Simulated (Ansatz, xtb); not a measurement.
**Relative energy of two isomers of BH3SSi**

Structure a: `[BH3-][Si+]=S`, a singlet. Structure b: `B1[SiH2]S1`, a singlet. Both are isolated molecules in the gas phase, relaxed with PBE0-D4/def2-TZVP.

Problem. Estimate which is lower in electronic energy at CCSD(T)/def2-TZVPP, and by roughly how much.

Solution. The CCSD(T)/def2-TZVPP calculation puts structure b lower, by 11.3 kcal/mol.

The same difference at several levels:

```json
{"level": "GFN2-xTB", "geometry": "GFN2-xTB", "E(b) − E(a) (kcal/mol)": "+13.1", "departure from the last row (kcal/mol)": "+24.4", "job, with rough time for the two": "optimisation, 0.15 s"}
{"level": "HF/STO-3G", "geometry": "GFN2-xTB", "E(b) − E(a) (kcal/mol)": "−24.3", "departure from the last row (kcal/mol)": "−13.0", "job, with rough time for the two": "single point, 0.18 s"}
{"level": "r2SCAN-D4/def2-SVP", "geometry": "GFN2-xTB", "E(b) − E(a) (kcal/mol)": "−10.9", "departure from the last row (kcal/mol)": "+0.4", "job, with rough time for the two": "single point, 2.1 s"}
{"level": "PBE0-D4/def2-TZVP", "geometry": "PBE0-D4/def2-TZVP", "E(b) − E(a) (kcal/mol)": "−11.1", "departure from the last row (kcal/mol)": "+0.3", "job, with rough time for the two": "optimisation, 17 s"}
{"level": "HF/def2-TZVPP", "geometry": "PBE0-D4/def2-TZVP", "E(b) − E(a) (kcal/mol)": "−18.5", "departure from the last row (kcal/mol)": "−7.2", "job, with rough time for the two": "part of the CCSD(T) run"}
{"level": "MP2/def2-TZVPP", "geometry": "PBE0-D4/def2-TZVP", "E(b) − E(a) (kcal/mol)": "−11.4", "departure from the last row (kcal/mol)": "−0.1", "job, with rough time for the two": "part of the CCSD(T) run"}
{"level": "CCSD(T)/def2-TZVPP", "geometry": "PBE0-D4/def2-TZVP", "E(b) − E(a) (kcal/mol)": "−11.3", "departure from the last row (kcal/mol)": "", "job, with rough time for the two": "single point, 25 s"}
```

As drawn, b has 1 S–Si, 1 B–S, 2 Si–H in place of 1 S=Si, 2 B–H. Structure a has no ring, b a 3-membered ring.

GFN2-xTB puts the two in the other order. The largest departure from CCSD(T)/def2-TZVPP is that of GFN2-xTB, 24.4 kcal/mol.

With harmonic frequencies from PBE0-D4/def2-TZVP (ideal gas, rigid rotor, one conformer each, 298.15 K, 1 atm): on the last row, ΔE + ΔZPE = −11.1, ΔH = −11.8, ΔG = −10.7 kcal/mol.

The correlated steps freeze 11 core orbitals. Run with Ansatz 0.2.0, xtb 6.7.1; the last row on 2 threads of Arm Neoverse V1 on a shared host.

The ring is favoured even though it carries three-membered-ring strain and has two fewer B–H bonds. Structure a is best read as silicon monosulfide bound through its silicon lone pair to borane, a heavier relative of borane carbonyl. Its silicon is low-coordinate, and Si–S π bonding is weak compared with that between second-row atoms. Moving two hydrogens from boron to silicon gives ordinary tetravalent silicon and a B–S bond, in which a sulfur lone pair can donate into the empty boron p orbital. These gains probably outweigh the strain.

Correlation works the other way: it narrows the gap from −18.5 kcal/mol at HF to −11.4 at MP2, probably because the compact Si–S multiple bond in a has more correlation energy to recover than the single bonds of the ring. The free-energy preference is slightly smaller than the enthalpic one, as expected when a ring restricts internal motion. The ordering therefore holds thermally for this pair, but it says nothing about the barrier to hydrogen migration and ring closure, so a could still be kinetically persistent.
